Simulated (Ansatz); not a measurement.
## HfOs: pressure as volume scale varies

Results calculated with Ansatz 0.2.0, not measured. Periodic Kohn-Sham DFT of a crystal at fixed atoms, scaled to volume_scale times the given cell; pressure positive in compression, energy less spherical unpolarised free atoms, largest_vzz the field gradient of largest size among the nuclei.

The cell before it is scaled or strained (space group Pm-3m, No. 221):
```
HfOs
1.0
      3.2390     0.0000     0.0000
      0.0000     3.2390     0.0000
      0.0000     0.0000     3.2390
Hf Os
1 1
Direct
  0.00000 0.00000 0.00000
  0.50000 0.50000 0.50000
```

Settings of every row: method all-electron PAW; functional PBEsol; relativity scalar; k mesh 10x10x10; filling fermi-dirac; smearing width 0.05 eV; nucleus gaussian.

Atom start moment: 0 on all atoms.

Limits: no spin-orbit coupling on heavy atoms.

| row | volume scale | V (Å³/atom) | pressure (GPa) |
| --- | --- | --- | --- |
| 1 | 0.94 | 15.971 | 12.218 |
| 2 | 0.96 | 16.311 | ? |
| 3 | 0.98 | 16.651 | 1.131 |
| 4 | 0.99 | 16.82 | -1.264 |
| 5 | 1 | 16.99 | -3.531 |
| 6 | 1.01 | 17.16 | -5.678 |
| 7 | 1.02 | 17.33 | -7.716 |
| 8 | 1.04 | 17.67 | -11.496 |
| 9 | 1.06 | 18.01 | -14.921 |

Question: what pressure should row 2 give?

Worked fit of pressure. Take u = (V_r/V)^(2/3) − 1 with V_r = 17.075 Å³ an atom, which is twice the finite (Eulerian) strain; such expansions in the strain, on which the Birch-Murnaghan equation of state is built, carry the rest volume and the bulk modulus. The shown rows have u = 0.04557, 0.0169, 0.01008, 0.00333, -0.0033, -0.00983, -0.02258, -0.03492. Least squares give pressure = −4.6181 + 323.984 × u + 902.68 × u² + 2094 × u³ GPa; a parabola predicts inner rows, each left out in turn, worse (root mean square 0.031 against 0.0062 GPa). The rows lie off it by -0.001, 0.006, -0.006, -0.002, -0.001, 0.002, 0.002, -0.001 (root mean square 0.0033 GPa). The pressure vanishes at u = 0.0137, or V = 16.73 Å³ an atom, and there the bulk modulus at fixed shape and fractions is B = −V dP/dV = (2/3)(1 + u) dP/du = 236 GPa. The withheld row has u = 0.03099, so the fit gives −4.6181 + 323.984 × (0.03099) + 902.68 × (0.03099)² + 2094 × (0.03099)³ = 6.351 GPa.

The calculation gave 6.351 GPa. The fit meets it to the printed digit.
